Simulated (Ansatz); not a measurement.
## From C to Ge: the atomisation energy (no zero-point term)

All atoms of one element are swapped for its congeners: C3H6 (cyclopropane) `C1CC1`; Si3H6 `[SiH2]1[SiH2][SiH2]1`; Ge3H6 `[GeH2]1[GeH2][GeH2]1`. All are singlets with charge 0.

Shapes, held fixed at every level: PBE0-D4/def2-TZVP. Programs: Ansatz 0.2.0. Values in eV.

```csv
level,C3H6,Si3H6,Ge3H6
BHLYP-D4/def2-TZVPP,36.21,25.72,22.75
wB97M-V/def2-TZVPP,37.13,25.96,22.91
wB97X-V/def2-TZVPP,37.10,26.38,23.53
B2PLYP/def2-TZVPP,36.72,25.48,22.77
CCSD/def2-TZVPP,35.78,25.02,22.78
CCSD(T)/def2-TZVPP,36.20,25.31,23.12
```

At CCSD(T)/def2-TZVPP the atomisation energy falls at every step, from 36.20 to 23.12 eV. Every level shows the same order. Relativity is left out for Ge unless named. Correlated rows may include outer-core shells of Ge, which these sets cover unevenly. Spin-orbit coupling, which grows down the group, is left out (summed over each molecule's free atoms 0.01, 0.06, 0.36 eV).

The atomisation energy drops sharply from C3H6 to Si3H6 and much less from Si3H6 to Ge3H6, a pattern every level reproduces. Carbon's compact 2s and 2p orbitals are similar in extent and overlap strongly with each other and with hydrogen. In the heavier congeners the valence orbitals are more diffuse and s and p differ more in size, which weakens both the ring bonds and the bonds to hydrogen. The second step is small because the filled 3d shell of Ge screens the nuclear charge poorly, keeping its valence shell close in size to that of Si.

The order is secure, but the Si-to-Ge step is less so: both coupled-cluster levels make it smaller than any of the density functionals do. The near match of BHLYP-D4 and CCSD(T) for C3H6 is probably fortuitous, since coupled-cluster atomisation energies converge slowly with basis size and usually come out too low in a triple-zeta set. Because these totals combine ring and hydrogen bonds, they don't rank the rings by strain or ease of opening.
